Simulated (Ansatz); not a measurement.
## From F to I: the dipole moment

One atom is swapped for its congeners: GeH3F `[F][GeH3]`; GeH3Cl (chlorogermane) `[Cl][GeH3]`; GeH3Br `[GeH3][Br]`; GeH3I `[GeH3][I]`. All are singlets with charge 0.

Shapes, held fixed at every level: PBE0-D4/def2-TZVP. Programs: Ansatz 0.2.0. Values in D.

(1) How should the dipole moment change along the series?

Results:

(1) At wB97M-V/def2-TZVPP the dipole moment falls at every step, from 2.13 to 1.65 D. Every level shows the same order. For atoms past krypton def2 sets carry core potentials with scalar relativity. Relativity is left out for Br, Ge unless named.

```tsv
level	GeH3F	GeH3Cl	GeH3Br	GeH3I
PBE-D4/def2-TZVPP	1.98	1.85	1.78	1.48
r2SCAN-D4/def2-TZVPP	2.06	1.94	1.88	1.58
B3LYP-D4/def2-TZVPP	2.12	1.94	1.88	1.56
wB97M-V/def2-TZVPP	2.13	1.98	1.95	1.65
```

The dipole moment falls from fluoride to iodide because the halogen's pull on the Ge–X electrons weakens down the group. The bond lengthens at the same time, which alone would raise the moment, so the loss of charge separation must outweigh the greater distance. In the methyl halides this balance is closer, and the chloride slightly exceeds the fluoride. Germanium's larger radius probably makes the relative bond stretch smaller here, leaving electronegativity in control.

The decline is uneven: at every level the step from chloride to bromide is the smallest and that from bromide to iodide the largest. The first fits the similar electronegativities of chlorine and bromine, a consequence of poor shielding by the filled 3d shell. The spread between functionals exceeds this small step, so its sign is better supported than its size. Total moments alone do not separate the Ge–X bond contribution from those of the halogen lone pairs and the GeH3 group.
